Screened relativistic Rutherford scattering: total and transport cross sections

1. Statement

An electron of mass m, momentum p, speed v = βc and total energy E = γmc² is scattered elastically by a fixed centre in which its potential energy is

V(r) = −Zαħc exp(−r/R)/r. (1)

Z is the nuclear charge number, α = e²/(4πε₀ħc), and R is the screening radius. This one-parameter atom is known as the Wentzel model. With r_e = αħ/(mc), define

C = (Z r_e)² (1 − β²)/β⁴, A = (ħ/2pR)². (2)

In first order in Zα, and without the spin factor, the differential cross section is

dσ/dΩ = C/(1 − cos θ + 2A)². (3)

The total cross section σ = ∫ dσ and the transport cross section σ_tr = ∫ (1 − cos θ) dσ are

σ = πC/[A(1 + A)] = 4π(ZαR)²/[β²(1 + A)], (4)

σ_tr = 2πC L, L = ln(1 + 1/A) − 1/(1 + A). (5)

For A ≪ 1 the energy enters σ only through 1/β². At high energy σ therefore stops falling and approaches the constant σ∞ = 4π(ZαR)² from above, while σ_tr goes on falling as ln p/p². For a Dirac electron in the same order, (3) is multiplied by 1 − β² sin²(θ/2), and

σ(Dirac) = σ − β²σ_tr/2, (6)

σ_tr(Dirac) = 2πC {L − β²[1 + A/(1 + A) − 2A ln(1 + 1/A)]}. (7)

2. Premises and conventions

The centre is static, spherical and infinitely heavy, and V is the time component of a four-potential, so that it enters the wave equation through E → E − V. The scattering is elastic, |p′| = |p| = p, with θ the angle between p and p′. No photon is emitted. The proofs use ħ = c = 1, in which E² = p² + m², β = p/E and r_e = α/m. The momentum transfer is q = p′ − p, and the abbreviations are u = 1 − cos θ, s = sin(θ/2), so that u = 2s² and q² = 2p²u = 4p²s². Fourier transforms are Ṽ(q) = ∫ d³r exp(−iq·r) V(r). The parameter η = Zα/β measures the strength of the interaction.

3. Proof of the differential cross section

Step 1, wave equation. For a spinless particle the stationary Klein-Gordon equation is [(E − V)² + ∇² − m²]ψ = 0. Expanding the square and using E² − m² = p² gives

(∇² + p²)ψ = Uψ, U = 2EV − V². (8)

Step 2, propagator. At fixed positive energy the free propagator 1/(E² − k² − m² + i0) equals 1/(p² − k² + i0). Its Fourier transform, after the angular integration and an extension of the even integrand to negative k, is

G(r) = [1/(4π²i r)] ∫ dk k exp(ikr)/(p² − k² + i0), k from −∞ to ∞.

For r > 0 the contour closes in the upper half plane, which contains the pole k = p + i0. The residue of k exp(ikr)/(p² − k²) there is −exp(ipr)/2, so G(r) = −exp(ipr)/(4πr), an outgoing wave that solves (∇² + p²)G = δ³(r).

Step 3, amplitude. Equation (8) with an incident plane wave is equivalent to ψ(r) = exp(ip·r) + ∫ d³r′ G(r − r′)U(r′)ψ(r′). Far outside the range of U, |r − r′| ≈ r − n·r′ with n = r/r, and ψ → exp(ip·r) + f exp(ipr)/r with p′ = pn and f = −(1/4π) ∫ d³r′ exp(−ip′·r′)U(r′)ψ(r′). The Klein-Gordon current is proportional to Im(ψ*∇ψ). The incident and the scattered wave have the same wave number, so the ratio of scattered flux per solid angle to incident flux density is dσ/dΩ = |f|².

Step 4, first order. To first order in Zα, ψ under the integral is the plane wave and V² is dropped:

f₁ = −(E/2π) Ṽ(q). (9)

This is the nonrelativistic Born amplitude with m replaced by E = γm.

Step 5, transform of the potential. The angular integral gives ∫ d³r exp(−iq·r) exp(−r/R)/r = (4π/q) ∫ dr sin(qr) exp(−r/R) = 4π/(q² + 1/R²). Hence Ṽ = −4πZα/(q² + 1/R²) and

f₁ = 2ZαE/(q² + 1/R²). (10)

Step 6, angular form. With q² = 2p²u the denominator is 2p²[u + 1/(2p²R²)] = 2p²(u + 2A), where A = 1/(4p²R²). Then |f₁|² = (ZαE/p²)²/(u + 2A)². The prefactor follows from E/p² = 1/(pβ) = 1/(γmβ²) and α/m = r_e: (ZαE/p²)² = (Z r_e)²/(γ²β⁴), which is C because 1/γ² = 1 − β². Restoring ħ in A gives (2) and (3). An equivalent form, used below, is C = η²/p² (η²/k² with k = p/ħ in ordinary units).

Step 7, Dirac electron. Let H₀(k) = a·k + bm, where a₁, a₂, a₃, b are the four Hermitian, traceless, mutually anticommuting Dirac matrices with unit square, so that H₀(k)² = k² + m². The resolvent of (H₀ + V)ψ = Eψ is 1/(E − H₀) = (E + H₀)/(p² − k² + i0), the scalar propagator of step 2 with E + H₀ acting on it. At large r the operator k acting on the outgoing wave gives p′, up to terms in 1/r². For an incident spinor w (w†w = 1) the first-order scattered wave is −[exp(ipr)/(4πr)] Ṽ(q) [E + H₀(p′)] w. The matrix Λ(p′) = [E + H₀(p′)]/(2E) is the projector on the two positive-energy spinors w′, so the amplitude into w′ is f₁ w′†w with f₁ from (9). Normalised spinors of equal |p| carry currents of equal magnitude β. Averaging over the initial and summing over the final spin gives the factor

½ Tr[Λ(p′)Λ(p)] = (E² + m² + p² cos θ)/(2E²) = 1 − β² s², (11)

where the traces Tr(a_i a_j) = 4δ_ij, Tr b² = 4 and Tr(a_i b) = 0 were used, and then m² = E² − p². Omitting the spin factor means setting (11) equal to one. The Dirac result then coincides with the first-order Klein-Gordon result (3).

4. Proof of the integrated cross sections

The solid angle is dΩ = 2π du with u from 0 to 2. The total cross section is

σ = 2πC ∫ du/(u + 2A)² = 2πC [1/(2A) − 1/(2 + 2A)] = πC/[A(1 + A)].

Since C/A = (η²/p²)(4p²R²) = 4η²R², this is also 4π(ZαR)²/[β²(1 + A)], which proves (4).

For the transport cross section write u = (u + 2A) − 2A in the numerator:

∫ u du/(u + 2A)² = ln[(2 + 2A)/(2A)] − 2A[1/(2A) − 1/(2 + 2A)] = ln(1 + 1/A) − 1/(1 + A).

This is L, which proves (5). The mean of 1 − cos θ in one collision is σ_tr/σ = 2A(1 + A)L.

The spin factor is 1 − β²u/2. In σ it subtracts (β²/2) ∫ u dσ = β²σ_tr/2, which is (6). In σ_tr it subtracts (β²/2) 2πC ∫ u² du/(u + 2A)². With u² = (u + 2A)² − 4A(u + 2A) + 4A² the integral is 2 − 4A ln(1 + 1/A) + 2A/(1 + A), and half of it is the square bracket of (7).

Integrating (3) from u to 2 gives the fraction of collisions beyond an angle θ,

σ(>θ)/σ = A(1 − s²)/(s² + A). (12)

It equals one half at s² = A/(1 + 2A). For small A the median angle is the screening angle θ₀ = 2√A = ħ/(pR).

The meaning of σ_tr for a foil follows from (3) being independent of azimuth. By the addition theorem, the mean cosine of the total deflection Θ after N independent collisions is ⟨cos θ⟩^N. For n centres per volume placed at random, N along a path t is Poisson distributed with mean ν = nσt, and the average of ⟨cos θ⟩^N is exp[−ν(1 − ⟨cos θ⟩)]. Therefore

⟨cos Θ⟩ = exp(−t/Λ_tr), Λ_tr = 1/(nσ_tr), (13)

and ⟨Θ²⟩ ≈ 2t/Λ_tr for t ≪ Λ_tr, where path and thickness are also equal. The elastic mean free path is Λ = 1/(nσ).

5. Energy dependence

With 1/β² = 1 + m²/p², equation (4) reads σ/σ∞ = (1 + m²/p²)/(1 + 1/(4p²R²)). This decreases monotonically with p when R > ħ/(2mc) = 0.193 pm, which every atomic screening radius satisfies, and tends to one. For nonrelativistic motion with A ≪ 1, β² = 2T/m in terms of the kinetic energy T, and σ falls as 1/T. The saturation is a cancellation: C falls as 1/(pβ)², and the solid angle of the forward peak, of order θ₀², shrinks as 1/p², while the peak height C/(4A²) = (2ZαER²)² grows as E². Section 6 shows the same thing in another way: σ is fixed by the phase that the electron gathers in crossing the atom, and this depends on the transit time R/v alone.

The transport cross section for A ≪ 1 is σ_tr ≈ 2π(Zα/pβ)² [2 ln(2pR) − 1]. It does not saturate, because a given momentum transfer turns a faster electron through a smaller angle. For R → ∞, (3) becomes the relativistic Rutherford formula C/(4s⁴), σ diverges as R², and σ_tr diverges as ln R. In the opposite limit A ≫ 1, L → 1/(2A²), and σ and σ_tr both tend to πC/A² = 16π(ZαER²)², as isotropic scattering requires.

6. Terms left out

(a) Higher orders at small angles, total cross section. For pR ≫ 1 put ψ = exp(ipz)φ in (8), and drop ∇²φ and V². Then 2ip ∂φ/∂z = 2EVφ, and an electron that passes at impact parameter b acquires the phase

χ(b) = −(1/β) ∫ V dz = 2η K₀(b/R). (14)

Inserting this ψ in step 3, with q perpendicular to z, gives f = (p/2πi) ∫ d²b exp(−iq·b)[exp(iχ) − 1]. With dΩ = d²q/p², Parseval's theorem yields σ = 2 ∫ d²b (1 − cos χ). The first term of the cosine series is ∫ χ² d²b = 8πη²R² ∫ x K₀² dx = 4πη²R², which is (4) at A → 0. The next term, −(1/12) ∫ χ⁴ d²b, needs ∫ x K₀⁴ dx = 7ζ(3)/8 and gives

σ(eikonal)/σ = 1 − (7/12)ζ(3)η² + O(η⁴). (15)

The corrections to the eikonal form itself are of relative order ηθ₀.

(b) Higher orders at small angles, transport cross section. Consider Q(ρ) = ∫ dσ [1 − cos(q·ρ)] for a transverse vector ρ. The same Parseval relation gives Q = ∫ d²b [1 − cos Δ] with Δ = χ(b + ρ) − χ(b), and the first-order value is ∫ d²b Δ²/2. For ρ ≪ R the difference δQ converges at b of order ρ, where K₀ is logarithmic and Δ = ±2ητ, with τ the logarithm of the ratio of the distances to two points separated by ρ. In bipolar coordinates (τ, φ) the area element is (ρ/2)² dτ dφ/(cosh τ − cos φ)², and its integral over φ is 2π(ρ/2)² cosh τ/sinh³|τ| dτ. Adding both signs of τ,

δQ = πρ² ∫ dτ [1 − cos 2ητ − 2η²τ²] cosh τ/sinh³τ, τ from 0 to ∞.

One integration by parts, with 1/sinh²τ = 4 Σ j exp(−2jτ) summed over j ≥ 1, turns the integral into 2η² Σ j[1/(j² + η²) − 1/j²] = −2η² F(η), where

F(η) = η² Σ 1/[j(j² + η²)] = Re ψ₀(1 + iη) − ψ₀(1), (16)

and ψ₀ is the digamma function. For 1/R ≪ q ≪ p the amplitude is the transform of b^(−2iη), whose modulus differs from the first-order 2pη/q² by the factor |Γ(1 − iη)/Γ(iη)|/η = 1. The change δ(dσ) is thus confined to q of order 1/R, where 1 − cos(q·ρ) averages to q²ρ²/4. Since u = q²/(2p²), δσ_tr = 2δQ/(p²ρ²) = −4πη²F/p², or

δL = −2F(η). (17)

This Coulomb correction does not depend on the shape of the screening. It is the effect that Molière's theory of multiple scattering absorbs into an enlarged screening angle.

(c) Second order at large angles. The term −V² of (8) contributes f₂ = (Zα)² arctan(qR/2)/q, which tends to π(Zα)²/(2q) for qR ≫ 1. The iteration of 2EV is, in the unscreened limit, a nonrelativistic Coulomb problem of mass E, whose exact cross section equals the first-order one. For a spinless particle attracted by the centre the factor on (3) is thus 1 + 2f₂/f₁ = 1 + πZαβ s. For a Dirac electron the corresponding result, quoted here from McKinley and Feshbach (1948), is the factor 1 − β²s² + πZαβ s(1 − s). For small A the weight in L is du/u = 2 ds/s, so the last term adds

δL = 2πZαβ ∫ (1 − s) ds = +πZαβ, (18)

up to a relative change of a few times √A from screening. The spin term of (7) is δL ≈ −β². The two have opposite signs and cancel when β = πZα. Including the spin factor without the second-order term is then not a consistent improvement of (5). Large-angle terms of relative order (Zα)² remain beyond (18) and are not evaluated here.

(d) Target structure. At large q the Z atomic electrons scatter individually and inelastically, adding about Z to Z² in the angular spread, a relative amount 1/Z in σ_tr that is not part of the elastic cross section. A uniformly charged nucleus of radius r_N lowers dσ/dΩ by the fraction q²r_N²/5. Recoil of an atom of mass M takes up at most 2p²/M.

(e) Crystalline order. Equation (13) assumes incoherent centres. In a crystal with independent atomic displacements of mean square ⟨x²⟩ along each axis, the part exp(−q²⟨x²⟩) of the intensity is coherent and is collected into Bragg beams, and the rest is diffuse. With y = q²R², w = ⟨x²⟩/R² and A ≪ 1, dσ/σ = dy/(1 + y)², and an integration by parts gives the diffuse fraction of σ as

D = w exp(w) E₁(w), (19)

with E₁ the exponential integral. The coherent part of L is ∫ y exp(−wy) dy/(1 + y)² = exp(w)E₁(w) − 1 + D.

7. Range of validity

Equations (3) to (5) are exact statements about the first-order amplitude of (1) for any A. As a description of electrons scattered by atoms they need the following. First, η² ≪ 1; the relative corrections are (7/12)ζ(3)η² in σ and 2F/L in σ_tr. Second, the spin and second-order terms must be small. In dσ/dΩ this restricts (3) to angles with β²s² ≪ 1 and πZαβ s ≪ 1. In σ the spin term is β²A(1 + A)L, negligible for pR ≫ ħ. In σ_tr the terms are β²/L and πZαβ/L, suppressed only by a logarithm. Third, 2p r_N ≪ ħ and 2p²/M ≪ T. Fourth, a single exponential must stand for the atomic screening. Because σ ∝ R² while L depends on ln R², the total cross section inherits the full uncertainty of R and the transport cross section only a small part of it. Fifth, Λ and (13) refer to random centres. In a crystal they apply to the diffuse part, and to the Bragg part at best as an average over orientations.

8. Illustration: 300 keV electrons in a germanium foil

Inputs: Z = 32; an assumed screening radius R = a₀Z^(−1/3), with a₀ = 52.92 pm; typical values for the cubic lattice parameter, a = 0.5658 nm with eight atoms per cell, for the atomic mass, M = 72.63 u, and for the nuclear radius, r_N = 1.2 fm × (M/u)^(1/3); an assumed foil thickness of 100 nm at an assumed 300 K. Intermediate values are carried unrounded. All results are the model's.

Kinematics, with mc² = 511.0 keV: γ = 1.5871, β² = 0.6030, β = 0.7765, pc = 629.8 keV, k = p/ħ = 3191 nm⁻¹, wavelength 1.9687 pm. Coupling: Zα = 0.2335, η = 0.3007. Screening: R = 16.67 pm, kR = 53.2, A = 8.83 × 10⁻⁵, θ₀ = 18.8 mrad. With r_e = 2.818 fm, C = 8.88 × 10⁻⁹ nm² (88.8 barn).

Equation (4) gives σ = 3.16 × 10⁻⁴ nm², against the limit σ∞ = 1.90 × 10⁻⁴ nm². In (5), ln(1 + 1/A) = 9.334 and L = 8.334, so σ_tr = 4.65 × 10⁻⁷ nm². The mean of 1 − cos θ is 1.47 × 10⁻³, so that 679 collisions make up one transport length. The same formulas at two other energies show the contrast between σ and σ_tr:

T (keV) | β² | η | A | σ (nm²) | σ_tr (nm²)
100 | 0.301 | 0.426 | 3.12 × 10⁻⁴ | 6.33 × 10⁻⁴ | 2.80 × 10⁻⁶
300 | 0.603 | 0.301 | 8.83 × 10⁻⁵ | 3.16 × 10⁻⁴ | 4.65 × 10⁻⁷
1000 | 0.886 | 0.248 | 1.73 × 10⁻⁵ | 2.15 × 10⁻⁴ | 7.42 × 10⁻⁸

At 300 keV, n = 8/a³ = 44.2 nm⁻³ gives Λ = 72 nm and Λ_tr = 49 µm. For random centres at this density a 100 nm foil has ν = 1.39, transmits a fraction exp(−ν) = 0.25 without elastic collision, and has an rms deflection (2t/Λ_tr)^(1/2) = 64 mrad. With about one collision per electron the distribution is far from Gaussian, and the rms value is set by the tail of (3), well outside θ₀.

Corrections to σ. The spin factor lowers it by the fraction 4.4 × 10⁻⁴. The leading term of (15) is 0.063, and numerical integration of 2 ∫ d²b (1 − cos χ) gives 0.94 of the first-order value. The phase at b = R is 2ηK₀(1) = 0.25, and ηθ₀ = 0.006.

Corrections to L = 8.33. The spin term of (7) is −0.60 (−7.2 %), the second-order term (18) is +0.57 (+6.8 %), and the Coulomb correction, with F = 0.101, is −0.20 (−2.4 %). Their sum is −0.23, or −2.8 %, with large-angle terms of relative order (Zα)² = 0.055, times coefficients not determined here, still open. For germanium at this energy the spin term and the second-order term nearly cancel, which is why (5) is a reasonable estimate. A spinless particle would instead have +2πZαβ = +1.14. Atomic electrons add about 1/Z = 3.1 % to the angular spread. With r_N = 5.0 fm the nuclear size changes even backward scattering by only 2 × 10⁻⁴, and the largest recoil energy is 11.7 eV, a fraction 4 × 10⁻⁵ of T.

Choice of R. The Thomas-Fermi length is smaller than the assumed R by the factor (9π²/128)^(1/3) = 0.885. Using it lowers σ by 22 % and σ_tr by 2.9 %. The choice of R is thus the dominant uncertainty of σ and exceeds the higher-order correction, while in σ_tr it is of the same size as the other terms. The third figure of σ and σ_tr belongs to the formulas and has no meaning for the atom.

Crystal. The scattering angles wavelength/d of the 111 and 220 reflections are 6.0 and 9.8 mrad, inside θ₀. The Debye model gives ⟨x²⟩ = [3ħ²/(M k_B Θ_D)] {1/4 + (T_L/Θ_D)² ∫ y dy/(exp y − 1)}, y from 0 to Θ_D/T_L, at lattice temperature T_L. With the compiled Debye temperature Θ_D = 373 K (Råsander 2015), ⟨x²⟩ = 45 pm², an rms displacement of 6.7 pm, and q²⟨x²⟩ = 1 at 47 mrad. Then w = 0.162 and D = 0.27, while the coherent part of L is 0.91, or 11 %. About three quarters of σ is therefore redistributed into Bragg beams, and Λ = 72 nm is not the attenuation length of the direct beam in an oriented crystal. About nine tenths of σ_tr comes from diffuse scattering and is insensitive to orientation, apart from channelling along a zone axis, which changes the electron density at the nuclei.

As typical knowledge and not as measurement, the model misses in two known ways: the Debye estimate of ⟨x²⟩ with this Θ_D is low by roughly a third, and the real atom screens more strongly near the nucleus and extends further out than (1), so that the model's dσ/dΩ is low by roughly a factor of five in the forward direction and high by roughly one half near 50 mrad, which makes its median angle too large. These deviations of the angular distribution offset each other in part in σ and enter σ_tr only through the logarithm. The model's results for 300 keV electrons and germanium are σ ≈ 3 × 10⁻⁴ nm² and σ_tr ≈ 4.6 × 10⁻⁷ nm², or Λ ≈ 72 nm and Λ_tr ≈ 49 µm for randomly placed atoms at the crystal density.